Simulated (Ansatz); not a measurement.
## Redistribution: SiH3(OH) + C2H10OSi3 → SiH3(SiH3) + C2H8O2Si2

Species: SiH3(OH) (silanol), singlet; C2H10OSi3 `C=C[Si](O)([SiH3])[SiH3]`, singlet; SiH3(SiH3) (disilane), singlet; C2H8O2Si2 `C=C[Si](O)(O)[SiH3]`, singlet. The partners trade OH for SiH3; both sit on Si, so the bond types are kept.

Shapes, held fixed at every level: PBE0-D4/def2-TZVP. Flexible molecules stand in one conformer, not always the lowest. Programs: Ansatz 0.2.0. Electronic energies: no zero-point or thermal term.

```tsv
level	kind	ΔE (kJ/mol)	less CCSD(T)/CBS estimate
HF/def2-TZVPP	Hartree–Fock	-34.5	-3.1
PBE-D4/def2-TZVPP	GGA	-31.1	+0.3
B3LYP-D4/def2-TZVPP	global hybrid	-30.2	+1.2
PBE0-D4/def2-TZVPP	global hybrid	-31.8	-0.4
wB97X-V/def2-TZVPP	range-separated hybrid	-33.7	-2.3
MP2/def2-TZVPP	perturbation theory	-28.9	+2.5
CCSD/def2-TZVPP	coupled cluster or CI	-33.7	-2.3
CCSD(T)/CBS estimate	coupled cluster or CI	-31.4	0.0
```

The highest level, CCSD(T)/CBS estimate, gives ΔE = -31.4 kJ/mol; the levels span -34.5 to -28.9. The column of differences is taken from that level and isn't an error. No measured value is set beside it here. The CBS estimate extrapolates MP2 from def2-TZVPP and def2-QZVPP and adds CCSD(T) − MP2 in the triple-zeta set, cores frozen.

The exchange is exothermic at every level, with -31.4 kJ/mol at the highest, so hydroxyl prefers the vinyl-bearing silicon, which already carries one OH, to the silicon of a simple silyl group. Since the bond types are conserved, this energy reflects the substituents around each bond rather than a difference between Si–O and Si–Si bond strengths. The main cause is probably the geminal pairing of two oxygens: each lone pair can donate into the neighbouring Si–O σ* orbital, and the more positive silicon binds both oxygens more strongly by electrostatic attraction.

Hartree–Fock already gives -34.5 kJ/mol, so the preference doesn't depend on electron correlation. Correlation appears to weaken it slightly, perhaps because the reactant with two polarisable silyl groups on one silicon gains more from dispersion. The close agreement of PBE and PBE0 with the highest level may owe something to cancellation and doesn't establish a general ranking of functionals. This single exchange can't separate the effect of pairing the hydroxyls from that of the vinyl group or of relieving silyl crowding.
